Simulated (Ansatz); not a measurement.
# Collinear magnetic orders of Cu₃Au-type GaFe₃: PBEsol energies and couplings over three Fe shells

In Cu₃Au-type GaFe₃ every Fe atom has eight Fe neighbours at 2.62 Å, and these close into triangles, so no collinear pattern can oppose all neighbouring spins at once. I want to find which collinear order is lowest in PBEsol, and whether pair couplings over three shells can carry the energies of the others. Fe–Ga alloys serve in magnetostrictive sensors and actuators, though mostly in bcc-based rather than Cu₃Au-type form. In either form, the stiffness of the magnetic order against heat rests on energy differences of this kind. Each energy is given per Fe atom relative to the parallel order, with the atoms held fixed, so a positive value means that the order lies above the ferromagnet.

## Computational details

One system, GaFe3 (Cu3Au-type, Pm-3m), 4 atom(s) a primitive cell, from measured cells of the Crystallography Open Database. Ansatz 0.2.0, plane waves with the earlier PAW datasets of its set soft_1, cutoff 420 eV, Fermi-Dirac smearing of 0.1 eV, k meshes whose coarsest spacing along a reciprocal vector is 0.17 to 0.29 1/Å over all runs (2π included). Functional: PBEsol, no Hubbard U; collinear spins, no spin-orbit coupling. Atoms are fixed. Each order is started from typed moments on Fe, in the primitive cell or in a cell doubled at wavevector q (fractions of the primitive reciprocal vectors), on meshes of about the same density or denser; only runs that kept their pattern of signs are listed. Runs that did not converge or carry a known fault are not listed. The same in all rows: metal or insulator in the row's run, judged by its smearing entropy or density of states at the Fermi energy (a gap under a few smearing widths counts as a metal): metal.

Notes on method and selection:

- In a Heisenberg model with E = -sum over ordered pairs of J e_i.e_j, the energy per magnetic atom is E0 less the sum over shells of J times the listed sum; further shells and changes of moment size are outside it.
- Each state is what a run reaches from typed starting moments; only a few collinear orders were started, so the lowest found need not be the ground state. Spin-orbit coupling is left out of these energies, which are free energies at the smearing width. A magnetic atom is one that was given a starting moment.
- Site moments count the spin inside each program's own atomic sphere, so they depend somewhat on its radius and leave out the spin between the spheres.
- Ansatz's own search for a lower self-consistent state was switched off in these runs, so a run may rest in a state that is not the lowest for its pattern of moments.
- The shell on the horizontal axis is the one of the three whose sum correlates best with the energies.
- Runs that did not converge, have known faults or may not be shown are not listed, and runs on Ansatz's PAW sets soft_1 and soft_2 are kept to separate tables.

Columns:

- shell at 2.62 Å: sum of e_i.e_j over the 8 Fe neighbours at 2.62 Å, mean over magnetic atoms (+1 parallel, -1 opposed).
- shell at 3.70 Å: sum of e_i.e_j over the 6 Fe neighbours at 3.70 Å, mean over magnetic atoms (+1 parallel, -1 opposed).
- shell at 4.53 Å: sum of e_i.e_j over the 16 Fe neighbours at 4.53 Å, mean over magnetic atoms (+1 parallel, -1 opposed).
- moment (μB): largest site spin moment.
- net moment (μB): size of the net spin moment per magnetic atom.
- energy (meV): energy less that of the parallel order, per magnetic atom.

Input lines of one member:

```
magnetization:
  spin_polarized: true
kpoints:
  mp_grid: { grid: [10, 10, 10] }
hamiltonian:
  xc: pbesol
  pseudopotentials: { kind: paw, azcp: { folder: soft_1 }, xc_functional: pbe }
scf:
  occupations: { method: fermi_dirac, width: 0.1 }
  lower_state_search: "off"
```

Command (options for logging and memory left out): `ansatz run input.yaml`

## Computed values

| member | shell at 2.62 Å | shell at 3.70 Å | shell at 4.53 Å | moment (μB) | net moment (μB) | energy (meV) |
| --- | --- | --- | --- | --- | --- | --- |
| opposed q=(0,0,1/2) +--++- | −2.67 | 2 | 5.33 | 2.20 | 0.00 | 227.2 |
| partly opposed ++- | −2.67 | 6 | −5.33 | 2.15 | 0.72 | 239.2 |
| opposed q=(0,1/2,1/2) +-+-+- | 0.00 | −2 | 0.00 | 2.24 | 0.00 | ? |
| opposed q=(1/2,1/2,1/2) +-+-+- | 0.00 | −6 | 0.00 | 2.06 | 0.00 | 216.8 |
| parallel +++ | 8.00 | 6 | 16.00 | 2.41 | 2.35 | 0.0 |

Cells marked ? are withheld until the estimate has been made.

Least-squares fits to the members shown, with x = shell at 2.62 Å; R² and errors in the fitted variable (y, or ln y where the fit is in ln y):

| y | members | fit | R² | rms residual | leave-one-out rms | the same for the mean of the others |
| --- | --- | --- | --- | --- | --- | --- |
| energy (meV) | 4 | y = 185.6 − 22.22 x | 0.96 | 19 | 88 | 132 |

## The trend and its physics

The parallel order is the lowest of the four with a shown energy. The next one, q=(1/2,1/2,1/2), lies 216.8 meV per Fe above it, while the three orders with reversed spins span only 239.2 − 216.8 = 22.4 meV. Losing the ferromagnetic alignment is costly, and the way in which it is lost matters much less.

The nearest shell gives the main ordering, but not a straight line. From the parallel order to q=(1/2,1/2,1/2) its sum falls from 8 to 0, at a cost of 216.8 / 8 = 27.1 meV per unit. The two orders at −2.67 have a mean of (227.2 + 239.2) / 2 = 233.2 meV, so the further cost is only (233.2 − 216.8) / 2.67 = 6.1 meV per unit. The one-shell fit therefore rests heavily on the parallel row, and its leave-one-out error of 88 meV shows this.

With three shells I have four unknowns, E0 and three couplings, for four energies. The solution is exact and so tests nothing by itself. Combining the rows so that the first and third sums cancel gives E0 = (3 × 239.2 / 4 + 216.8) / 2 = 198.1 meV. The second-shell coupling is then (216.8 − 198.1) / 6 = 3.1 meV, the third-shell one (239.2 − 227.2 + 4 × 3.1) / (5.33 + 5.33) = 2.3 meV, and the nearest-shell one 239.2 / (8 + 2.67) − 2 × 2.3 = 17.8 meV. All three are positive, which favours parallel spins. In the parallel order the nearest shell contributes 8 × 17.8 = 142 meV of the 198.1 meV gained relative to E0.

A band picture makes this sign reasonable. In an iron-rich metal the majority d states are nearly full and the minority ones partly filled. Parallel neighbours let the minority electrons hop between sites at matching energies, which widens their band and lowers the energy, whereas reversed neighbours put those levels out of step. The largest site moment also drops, from 2.41 μB in the parallel order to 2.06 μB at q=(1/2,1/2,1/2). Spins of fixed length leave out that change, so the fitted couplings partly absorb it and should not be read as pure pair interactions.

## Blind estimate

Plain estimates from the members shown:

- opposed q=(0,1/2,1/2) +-+-+-, fit at x = 0.00: 185.6 meV

The one-shell estimate of 185.6 meV deserves little trust here. The withheld order has the same nearest-shell sum, zero, as q=(1/2,1/2,1/2), and the fit already places that order 216.8 − 185.6 = 31.2 meV too low.

I use the three-shell model, which reduces to a short interpolation. Three parts of the partly opposed order and one part of the parallel order cancel the first and third sums and leave a second-shell sum of 6. The energy there is (3 × 239.2 + 0.0) / 4 = 179.4 meV. At a second-shell sum of −6, again with the other two sums at zero, the shown energy is 216.8 meV. The withheld order sits at −2, which gives 179.4 + (8 / 12) × (216.8 − 179.4) = 204.3 meV.

For the error I try a shorter version of the route on a shown member. With two shells fixed by the same three energies, E0 is 198.1 meV and the couplings are 22.4 and 3.1 meV. For q=(0,0,1/2) this gives 198.1 + 2.67 × 22.4 − 2 × 3.1 = 251.7 meV, against 227.2 meV in the table, a miss of 251.7 − 227.2 = 24.5 meV. I take that miss as the scale of what an omitted shell or a change of moment can do. The site moment of 2.24 μB in the withheld order gives me no derived correction, so I leave the value unshifted.

**Committed estimate, opposed q=(0,1/2,1/2) +-+-+-: energy = 204 ± 25 meV.**

## The withheld result

| member | shell at 2.62 Å | shell at 3.70 Å | shell at 4.53 Å | moment (μB) | net moment (μB) | energy (meV) |
| --- | --- | --- | --- | --- | --- | --- |
| opposed q=(0,1/2,1/2) +-+-+- | 0.00 | −2 | 0.00 | 2.24 | 0.00 | 184.9 |

| member | estimate | energy (meV) | computed | estimate − computed | miss in error bars |
| --- | --- | --- | --- | --- | --- |
| opposed q=(0,1/2,1/2) +-+-+- | committed | 204.0 | 184.9 | +19.1 | 0.8 |
| opposed q=(0,1/2,1/2) +-+-+- | fit | 185.6 | 184.9 | +0.7 |  |

My estimate of 204 ± 25 meV per Fe lies 19.1 meV above the computed 184.9 meV, inside its error bar but much worse than the one-shell fit, which missed by 0.7 meV. That close hit does not make the fit a better model. It gives the same energy to every order with a nearest-shell sum of zero, and the two such orders differ by 216.8 − 184.9 = 31.9 meV.

My even interpolation in the second-shell sum did not hold. One of its end points, 179.4 meV, is a combination of two orders with unlike moments and not a computed order, so the fault may lie there as well as in the second-shell coupling. Taken at face value, with the other two sums at zero, the energy rises by (184.9 − 179.4) / 8 = 0.7 meV per unit between sums of 6 and −2, but by 31.9 / 4 = 8.0 meV per unit between −2 and −6. A single second-shell coupling cannot give both slopes. The sign I expected, favouring parallel second neighbours, survives in both steps, but its size depends on the order from which it is taken.

I must also correct my remark that the way in which the alignment is lost matters much less. The orders with reversed spins now span 239.2 − 184.9 = 54.3 meV, over a quarter of the cost of leaving the ferromagnet.

## Members off the line

Least-squares fits to the whole series, with x = shell at 2.62 Å; R² and errors in the fitted variable (y, or ln y where the fit is in ln y):

| y | members | fit | R² | rms residual | leave-one-out rms | the same for the mean of the others |
| --- | --- | --- | --- | --- | --- | --- |
| energy (meV) | 5 | y = 185.4 − 22.22 x | 0.96 | 17 | 51 | 111 |

Largest departures from the fit to the whole series:

| member | energy (meV) | fit | computed − fit | in rms residuals |
| --- | --- | --- | --- | --- |
| opposed q=(1/2,1/2,1/2) +-+-+- | 216.8 | 185.4 | +31.4 | 1.9 |
| opposed q=(0,0,1/2) +--++- | 227.2 | 244.7 | −17.5 | 1.1 |
| parallel +++ | 0.0 | 7.6 | −7.6 | 0.5 |
| partly opposed ++- | 239.2 | 244.7 | −5.5 | 0.3 |

The order at q=(1/2,1/2,1/2) stands out most, 31.4 meV above the one-shell line. All six of its second neighbours are opposed, which costs energy if that coupling favours parallel spins, so the sign is right. The uneven slopes show that this is not the whole account. Couplings beyond 4.53 Å may contribute, as may a change in the electronic structure that also leaves this order with the smallest moment, 2.06 μB. Moment size alone does not rank the energies, however, since the partly opposed order has a larger moment, 2.15 μB, and a higher energy.

The order at q=(0,0,1/2) lies 17.5 meV below the line. It shares its nearest-shell sum with the partly opposed order, yet is 239.2 − 227.2 = 12.0 meV lower. Its third-shell sum is 5.33 instead of −5.33, and a third-shell coupling that favours parallel spins would lower it, as found. The second-shell sum, 2 instead of 6, works the other way, so the third shell has to outweigh it if these pair couplings are the cause.

## Conclusions

The parallel order is the lowest of the five in PBEsol at the measured cell. The nearest reversed order costs 3 × 184.9 = 555 meV per formula unit.

Couplings over three shells, fixed by the other four energies, correctly put the withheld order lowest among the reversed ones, but not at the right distance from them. Five energies leave one test of the four parameters, and it misses by 19 meV per Fe, about a third of the 54.3 meV spanned by the reversed orders. The one-shell fit has a leave-one-out error of 51 meV, against 111 meV for the mean of the others. It can therefore tell a ferromagnet from a strongly reversed order, but cannot rank two reversed ones that share a nearest-shell sum.

All orders share one fixed geometry, and relaxing each separately could change the gaps between them. Spin–orbit coupling is left out, and in a 3d metal its effect should be small beside the gaps found here. As only a few collinear patterns were started, a lower state of another kind is not excluded.

[Logs are printed without paths, hosts, clocks, repeated set-up lines and the standing remarks that a program may print on its own settings, such as how far it seeks lower states.]
